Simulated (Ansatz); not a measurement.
# Kohn-Sham gap of three-layer 1T-SnS2 in a perpendicular field up to 0.40 V/Å (PBE-D3(BJ))

The usual rule of thumb says that a field along the normal narrows the gap of a layered semiconductor in proportion to its strength, because it sets the outer layers at different potentials. I put this to the test on three layers of 1T-SnS2. The answer matters for gated devices, where a shift of the gap alters the absorption edge and the off-current. The quantity is the PBE-D3(BJ) Kohn-Sham gap with the atoms held, and its change is counted from the 1.459 eV found without field. The field is the one in the vacuum. A gate insulator of relative permittivity $\kappa$ carries $1/\kappa$ of it, as long as no free charge sits at the interface.

## Systems and settings

Ansatz 0.2.0, plane-wave Kohn-Sham DFT with its default PAW datasets at a cutoff of 420 eV, PBE-D3(BJ). The layers are built from structure prototypes; cell and atoms are relaxed as free-standing layers until forces are under 0.004 eV/Å. Single points follow with 18 Å of vacuum and a dipole correction, on meshes of 18 points along each in-plane vector and Fermi-Dirac smearing of 0.026 eV. Bands are read on the mesh and along the symmetry path. Scalar-relativistic, no spin-orbit coupling; spin-paired. A sawtooth field along the normal is then applied with the atoms held; its value is the field in the vacuum, positive pointing up. The same in all rows: distance between the outermost atomic planes: 14.59 Å.

Notes on method and selection:

- Semilocal Kohn-Sham gaps lie under quasiparticle gaps, the more so in single layers.
- Fields at which the vacuum level would fall near the conduction edge are left out.
- The strongest fields run are not listed where the lowest empty level could belong to the vacuum.
- Where a layer was run in several sessions, one is listed, by preference one with spin-orbit or weak-field runs; layers with open 3d shells that were run without spin are not listed.
- Runs in which the search for lower states was switched off are not listed.
- Runs that did not converge, have known faults or may not be shown are not listed, and runs on Ansatz's PAW sets soft_1 and soft_2 are kept to separate tables.

Columns:

- field (V/Å): applied field in the vacuum.
- induced dipole (e·Å/nm²): dipole per area less that without field, positive end up.
- gap (eV): Kohn-Sham gap, 0 where there is none.
- Δgap (eV): gap less that without field.

## Data

| member | field (V/Å) | induced dipole (e·Å/nm²) | gap (eV) | Δgap (eV) | remark |
| --- | --- | --- | --- | --- | --- |
| −0.40 V/Å | −0.40 | −3.252 | 0.942 | −0.516 | edges at between Γ and M / M |
| −0.30 V/Å | −0.30 | −2.437 | 1.106 | −0.353 | edges at between Γ and M / M |
| −0.20 V/Å | −0.20 | −1.624 | 1.267 | −0.192 | edges at between Γ and M / M |
| −0.10 V/Å | −0.10 | −0.812 | 1.396 | −0.063 | edges at between K and Γ / M |
| −0.05 V/Å | −0.05 | −0.406 | 1.438 | −0.021 | edges at between K and Γ / M |
| +0.00 V/Å | 0.00 | 0.000 | 1.459 | 0.000 | edges at between K and Γ / between Γ and M |
| +0.05 V/Å | 0.05 | 0.406 | 1.438 | −0.021 | edges at between K and Γ / M |
| +0.10 V/Å | 0.10 | 0.812 | 1.396 | −0.063 | edges at between K and Γ / M |
| +0.20 V/Å | 0.20 | 1.624 | 1.267 | −0.192 | edges at between Γ and M / M |
| +0.30 V/Å | 0.30 | 2.437 | 1.106 | −0.353 | edges at between Γ and M / M |
| +0.40 V/Å | 0.40 | 3.252 | 0.942 | −0.516 | edges at between Γ and M / M |

## Interpretation

The gap falls with field of either sign, from 1.459 eV at zero to 0.942 eV at 0.40 V/Å, but not at a constant rate. Between 0 and 0.05 V/Å the slope is −0.021 / 0.05 = −0.42 eV per V/Å. Between 0.10 and 0.20 V/Å it is −0.129 / 0.10 = −1.29, and between 0.30 and 0.40 V/Å it is −0.164 / 0.10 = −1.64. The strong-field rows therefore come close to a straight line, but its extension misses the zero-field gap, so the narrowing is not proportional to the field.

Changing screening is not the reason for the bend. The induced dipole per unit field is 0.406 / 0.05 = 8.12 at the weakest field and 3.252 / 0.40 = 8.13 at the strongest, in e·Å/nm² per V/Å, so the stack responds linearly throughout.

The bend comes mostly from the valence edge. The conduction edge falls at nearly its full rate from about 0.05 V/Å on, whereas the valence edge hardly rises up to 0.10 V/Å. Only after a state between Γ and M has taken over from the one between K and Γ does it climb about as fast as the conduction edge falls. Unequal coupling between the layers can account for this. An upward field raises electron energies at the top of the stack, which draws the valence edge to the top layer and the conduction edge to the bottom one. Inversion symmetry rules out a linear shift at the very weakest fields. Beyond them, a weakly coupled state soon settles on one side and shifts almost linearly, while a strongly coupled one stays spread over the layers and barely responds. On this reading the valence state between K and Γ is the strongly coupled one; the table has no layer weights that would prove it. For three equal layers with coupling $t$ and potential step $\delta$, the outer levels lie at $\pm\sqrt{\delta^2+2t^2}$, which suggests

$$\Delta E_g = W-\sqrt{W^2+(sF)^2}$$

Here $W=2\sqrt{2}\,t$ and $sF=2\delta$ would hold if both band edges coupled alike. They do not, so the formula serves only as a fit to the gaps: $W$ gives no coupling strength, and a close fit does not confirm the three-layer model. The rows at 0.10 and 0.40 V/Å fix $W$, in eV, as (0.516 × 0.516 − 16 × 0.063 × 0.063) / (32 × 0.063 − 2 × 0.516) = 0.206, and with it $s$ = 1.73 e·Å. The formula then misses the rows at 0.05, 0.20 and 0.30 V/Å by 0.004, 0.005 and 0.001 eV, while the eleven gaps scatter about their mean by 0.16 eV on average.

Screening keeps the slope small. Electron and hole on the two outermost planes, 14.59 Å apart, would give 14.59 eV per V/Å in an unscreened field; the steepest slope found is 1.64 / 14.59 = 0.11 of that. A smaller part of the reduction arises because the states are centred inside the outer layers, closer together than the outermost planes.

## Outliers

Measured against the linear rule, the rows near zero field stand farthest off. A straight line through the gaps at 0.20 and 0.40 V/Å has a slope of −0.325 / 0.20 = −1.625 eV per V/Å and would put the zero-field gap at 1.267 + 0.325 = 1.592 eV. The calculated gap is lower by 1.592 − 1.459 = 0.133 eV. At ±0.05 V/Å it is roughly 0.07 eV below the line, and at ±0.10 V/Å roughly 0.03 eV. Most of the shortfall at zero field belongs to the valence edge. There the edge is the state between K and Γ, which lies above the level that the strong-field line implies for the state between Γ and M. The shortfall is therefore no measure of the coupling in a single pair of states.

The band edges also change place. The valence edge moves from between K and Γ to between Γ and M somewhere between 0.10 and 0.20 V/Å, and the conduction edge sits at M in every row with a field. The gap stays indirect in all rows. Because the edges move, $W$ and $s$ are effective constants and do not belong to one pair of states.

The formula's remaining misses of up to 0.005 eV cannot be assigned to one cause. A single smooth curve is drawn across a change of valence state, and the exchange-correlation potential was reported as rough where the density is thin, in every row.

## Applications

**Which field narrows the gap by 0.25 eV?**
The change is −0.192 eV at 0.20 V/Å and −0.353 eV at 0.30 V/Å. Linear interpolation gives 0.20 + 0.10 × (0.25 − 0.192) / (0.353 − 0.192) = 0.236 V/Å in the vacuum. In a gate insulator with a relative permittivity of roughly 4, this corresponds to 0.236 / 4 = 0.06 V/Å, or about 0.6 V/nm, which is a demanding field for a real oxide.

**How wrong is the strong-field slope if I use it at 0.10 V/Å?**
The slope of −1.64 eV per V/Å would predict −1.64 × 0.10 = −0.164 eV. The table gives −0.063 eV, so the linear estimate is too large by a factor of 0.164 / 0.063 = 2.6.

**Where should a gate swing of 0.20 V/Å be placed to change the gap most?**
A swing from −0.10 to +0.10 V/Å begins and ends at 1.396 eV and passes through 1.459 eV, an excursion of only 0.063 eV. A swing from 0.20 to 0.40 V/Å takes the gap from 1.267 to 0.942 eV, a change of 0.325 eV. The same swing does 0.325 / 0.063 = 5.2 times as much when it is offset by a standing field.

## Conclusions and limits

Up to 0.40 V/Å of either sign, the field narrows the gap of this stack, slowly at first and then almost linearly from about 0.20 V/Å. Equal gaps at opposite fields follow from inversion symmetry, so they check the numerics and add no independent evidence for the trend. Stronger fields were left out where vacuum states could intrude, and I therefore name no field at which the gap closes.

Quasiparticle gaps would be larger than all the values here. The changes with field should suffer less, as far as that error is common to all rows. It need not be the same for the two valence states, so the field at which they change places, and with it the position of the bend, is less certain than the strong-field slope. Semilocal functionals tend to screen somewhat too strongly, which would make the calculated narrowing too small. Holding the atoms works the other way: ions free to move would add screening and weaken the effect.

[On method and selection: The default PAW datasets of this version of Ansatz are the set soft_2.]
